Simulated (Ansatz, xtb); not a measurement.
## H7NSi2Zn: which of two isomers lies lower

We compare a, `[SiH3]N[SiH2][ZnH]`, a singlet, with b, `[SiH3][NH][Zn][SiH3]`, a singlet. Both are isolated molecules in the gas phase, relaxed with B3LYP/6-31G*, each in the lowest conformer that the search found.

Problem. Which of the two would you expect CCSD(T)/def2-SVP + ΔMP2/def2-TZVPP electronic energies to favour?

Solution. Structure b; the calculation gives E(b) − E(a) = −1.36 kcal/mol.

Level by level:

| level | geometry | E(b) − E(a) (kcal/mol) | departure from the last row (kcal/mol) | job, with rough time for the two |
| --- | --- | --- | --- | --- |
| GFN2-xTB | GFN2-xTB | +19.20 | +20.56 | optimisation, 0.28 s |
| HF/STO-3G | GFN2-xTB | −24.99 | −23.62 | single point, 4.3 s |
| r2SCAN-D4/def2-SVP | GFN2-xTB | −2.72 | −1.36 | single point, 5.6 s |
| B3LYP/6-31G* | B3LYP/6-31G* | −10.68 | −9.32 | optimisation, 1.7 min |
| HF/def2-SVP | B3LYP/6-31G* | −2.24 | −0.88 | part of the CCSD(T) run |
| MP2/def2-SVP | B3LYP/6-31G* | −4.06 | −2.69 | part of the CCSD(T) run |
| CCSD(T)/def2-SVP | B3LYP/6-31G* | −3.69 | −2.33 | single point |
| CCSD(T)/def2-SVP + ΔMP2/def2-TZVPP | B3LYP/6-31G* | −1.36 |  | single point, 54 s |

As drawn, b has 1 N–Zn, 1 Si–H in place of 1 N–Si, 1 Zn–H.

GFN2-xTB puts the two in the other order. The largest departure from CCSD(T)/def2-SVP + ΔMP2/def2-TZVPP is that of HF/STO-3G, 23.62 kcal/mol. A small imaginary or near-zero mode remains, so no thermal terms are given. The last row adds to CCSD(T) the change of the MP2 difference between the two basis sets, here +2.33 kcal/mol.

The correlated steps freeze 16 core orbitals; the last core shell of Zn is correlated, in a basis made for valence electrons. Run with Ansatz 0.2.0, xtb 6.7.1; the last row on 2 threads of Arm Neoverse V2 on a shared host.

Structure b is marginally favoured, as the outcome of two opposing bond exchanges. Moving zinc from silicon-bound hydride to a position between nitrogen and silicon gives up a strong, polar N–Si bond, but it also replaces a comparatively weak Zn–H bond with a stronger Si–H bond and creates a polar N–Zn bond. These changes probably almost cancel, which would explain the small net preference.

In the def2-SVP basis, Hartree–Fock already favours b by 2.24 kcal/mol and CCSD(T) by 3.69 kcal/mol, so correlation reinforces the preference rather than creating it. Enlarging the basis works the other way, and its shift of +2.33 kcal/mol is larger than the preference that remains. The final sign is therefore tentative, and a further basis correction of similar direction but smaller size could still reverse it. The much stronger preference in B3LYP/6-31G* may reflect the description of zinc in that basis as well as the functional. The near-degeneracy says nothing about how easily the isomers interconvert, since that depends on the barrier between them.
